Relativistic polarisability of a 1s electron: c⁻² expansion or Dirac solve

A code can add relativity to a response property as a perturbation in c⁻², or it can solve the Dirac response equations at higher cost. The hydrogen-like ion has an exact answer, so it shows what the extra cost buys. It models the K shell of an atom, not the valence response of a solid.

1. Model

Atomic units are used, with c = 137.036 and ξ = Z/c. The nucleus is a fixed point charge Z. A field F along z adds V = Fz, and the energy shifts by −α_d F²/2.

2. Double perturbation theory

Set Z = 1 and ψ₀ = e^(−r)/√π. The c⁻² (Pauli) operator is W = [−p⁴/8 + (π/2)δ(r)]/c² plus spin-orbit terms, with ⟨W⟩ = −1/(8c²). The spin-orbit terms drop out at this order: L·S annihilates s functions and has zero mean in p_z, and the field-induced term σ·(F×p) flips the spin. The F²c⁻² part of the third-order energy is

E = ⟨ψ_F|W − ⟨W⟩|ψ_F⟩ + 2⟨χ|W|ψ₀⟩.

Here ψ_F = −Fz(1 + r/2)ψ₀ is the first-order field response, and χ = F²(r⁴/24 + r³/4 + 3r²/4 − 81/16)ψ₀ is the s part of the second-order response, orthogonal to ψ₀. With p² acting on both sides, the terms are 7/48 and 35/16 in units of F²/c². They sum to 7/3, so α_d changes by −14/(3c²). Restoring Z,

α_d Z⁴ = 9/2 − (14/3)ξ² = (9/2)[1 − (28/27)ξ²].

This took two non-relativistic solves, one p and one s.

3. Exact Dirac answer

Let γ = √(1 − ξ²), ρ = Zr, D = ρ d/dρ. The ground state has energy γc² and radial components (P₀, Q₀) ∝ (√(1+γ), −√(1−γ)) ρ^γ e^(−ρ). The field couples it to p₁/₂ (κ = 1) and p₃/₂ (κ = −2) with squared angular factors 1/9 and 2/9, so α_d = (2/9)(R₁ + 2R₋₂), with R_κ = ∫ r(P₀p + Q₀q) dr and

[c²(1−γ) − Z/r]p + c(−d/dr + κ/r)q = rP₀,
c(d/dr + κ/r)p − [c²(1+γ) + Z/r]q = rQ₀.

Negative-energy states are included. Put (p, q) ∝ (√(1+γ) u, −√(1−γ) v) e^(−ρ), s = u + v, w = u − v. The sum and difference of the equations are

(D − γ)s + (κ − 1)w = 2γρ^(γ+2),
(D + γ − 2ρ)w + (κ + 1)s = −2ρ^(γ+2),

and Z⁴R_κ = [2^(2γ)/Γ(2γ+1)] ∫ ρ^(γ+1) e^(−2ρ)(s + γw) dρ.

For κ = 1 the solution terminates: s = γρ^(γ+2) − γCρ^γ, w = (1+γ)ρ^(γ+1) + Cρ^γ, C = (γ+1)(2γ+1)/2. Hence Z⁴R₁ = γ(γ+1)(2γ+1)(4γ+5)/8.

For κ = −2, eliminate s and set g = √(4 − ξ²), η = g − γ − 1, t = 2ρ, w = t^g f:

t f″ + (2g + 1 − t)f′ − (η+2)f = −(2−γ) 2^(−γ−1) t^(−η).

Laguerre polynomials L_n^(2g) are eigenfunctions of the left side, with eigenvalues −(n+η+2) and norms Γ(n+2g+1)/n!. The source projects through ∫ t^(g+γ+1) e^(−t) L_n^(2g) dt = Γ(g+γ+2)(η)_n/n!, where (η)_n = η(η+1)…(η+n−1). Integrating R₋₂ by parts turns s + γw into 2ρ^(γ+2) − (2−γ)w. Collecting terms gives the Sturmian form of the Dirac-Coulomb Green function:

α_d Z⁴ = A − Σ T_n (n = 0, 1, 2, …),
A = (γ+1)(2γ+1)(4γ² + 13γ + 12)/36,
T_n = (2−γ)² Γ(g+γ+2)² [(η)_n]² / [18 Γ(2γ+1) n! Γ(n+2g+1)(n+η+2)].

For Au⁷⁸⁺, Z = 79: ξ² = 0.332342, γ = 0.817104, g = 1.915113, η = 0.098010, A = 3.363002, T₀ = 0.353909, T₁ = 4.766×10⁻⁴, T₂ = 3.726×10⁻⁵, ΣT_n = 0.354432. The model's exact value is α_d Z⁴ = 3.008570, that is α_d = 7.7242×10⁻⁸ a.u. = 1.1446×10⁻⁸ Å³.

4. Three methods

Work counts multiplications and divisions needed for α_d Z⁴, starting from ξ. Each square root or Γ function is assumed to cost 20.

P_k, series to ξ^(2k). Expansion gives A = 29/6 − (329/72)ξ² + (129/288)ξ⁴ and T₀ = 1/3 + (7/72)ξ² − (341/6912 + π²/288)ξ⁴. Since η ≈ ξ²/4, the terms n ≥ 1 start at ξ⁴ with Σ 1/[n²(n+1)(n+2)²(n+3)(n+4)] = 1205/6912 − 5π²/288. Together,

α_d Z⁴ = (9/2)[1 − (28/27)ξ² + ((31 + 2π²)/432)ξ⁴ + O(ξ⁶)].

The ξ² term is that of section 2, and the ξ⁴ coefficient is 0.11745. The series converges up to the branch point of γ at ξ = 1, and the error of P_k scales as ξ^(2k+2). Nested evaluation needs k + 1 operations for k ≥ 1 and k + 1 stored coefficients. For gold P1 = 2.949072 and P2 = 3.007449.

G_N, the first N terms T_n. Setup takes two roots, three Γ functions and 14 operations (1 for ξ², 6 for A, 7 for T₀). Each further term takes 6 through

T_(n+1)/T_n = (n+η)²(n+η+2) / [(n+1)(n+2g+1)(n+η+3)].

Work is 108 + 6N and memory is 4 numbers (η, 2g+1, term, sum). The ratio tends to 1 − (2γ+5)/n, so T_n falls as n^(−2γ−5) and the error as N^(−2γ−4), which is N^(−5.63) for gold. All T_n are positive, so G_N lies above the exact value.

D_N, a dense Galerkin solve that ignores the diagonal structure. In the basis f = t^i, i < N, the matrix and source are K_ij = Γ(2g+i+j+1)[η + 2 + ij/(2g+i+j)] and b_i = Γ(g+γ+2+i), and ΣT_n is replaced by (2−γ)² bᵀK⁻¹b/[18Γ(2γ+1)]. The basis spans L₀ … L_(N−1), so in exact arithmetic the error equals that of G_N. Setup costs 112, the Γ recurrences 3(N−1) and the entries 3N(N+1)/2. Symmetric elimination of K bordered by b costs m + m(m+1)/2 with m rows left, in total N(N+1)/2 + N(N+1)(N+2)/6. Work is 109 + 3N + 2N(N+1) + N(N+1)(N+2)/6, growing as N³/6, and the matrix holds (N+1)(N+2)/2 numbers.

5. Results for Au⁷⁸⁺

Relative error = (approximate − exact)/exact, point-nucleus model.

Method    Work   Memory   Relative error
P0           0      1     +0.496
P1           2      2     −1.98×10⁻²
P2           3      3     −3.73×10⁻⁴

N    Work G   Work D   Memory D   Relative error
1      114      117        3      +1.74×10⁻⁴
2      120      131        6      +1.54×10⁻⁵
3      126      152       10      +3.00×10⁻⁶
4      132      181       15      +8.59×10⁻⁷
8      156      397       45      +3.27×10⁻⁸

Going from N = 4 to 8 gains a factor 26; the asymptotic gain per doubling, 2^(2γ+4) ≈ 50, is not yet reached.

Cheapest of these methods for a stated accuracy: 5×10⁻², P1; 10⁻³, P2; 10⁻⁴, G2; 10⁻⁶, G4. Best inside a budget: 10 operations, P2; 120 operations, G2; 160 operations, G8, where the dense route reaches only D3. D costs little more than G at small N and 2.5 times as much at N = 8. The assumed price of special functions shifts G and D equally. P3 would cost 4 operations, but its coefficient is not derived here.

6. Using this in a basis-set code

With M radial functions per component, the N³/6 law sets the cost. Section 2 needs two solves of size M. Section 3 needs two of size 2M, because large and small components are coupled. The Dirac route therefore takes 8 times the work and 4 times the matrix memory. P2 is cheap above only because its coefficient came from the exact formula: the Pauli operator cannot be iterated, since δ(r) diverges in second order. The practical choice is P1 or Dirac.

The leading relative error of P1 is −0.11745 ξ⁴. Against the exact formula, P0 and P1 miss by +1.1×10⁻² and −1.3×10⁻⁵ for Si¹³⁺, and by +6.0×10⁻² and −3.7×10⁻⁴ for Ge³¹⁺. The size of the P1 error is still under 10⁻³ at zirconium (Z = 40) and over it at niobium (Z = 41). For a target of 10⁻³, P1 saves the factor 8 up to zirconium, and gold needs the Dirac solve.

The model itself limits the useful target. With a typical gold nuclear radius r_N = 5.44 fm, the relative finite-size effect scales as (2Zr_N/a₀)^(2γ) = 1.2×10⁻³, and radiative corrections scale as ξ²/(πc) = 7.7×10⁻⁴, each up to a factor of order unity. Both exceed the errors of P2 and G1. For the real ion the model supports about 7.7×10⁻⁸ a.u., with the third figure open; terms beyond G1 refine only the point-nucleus model.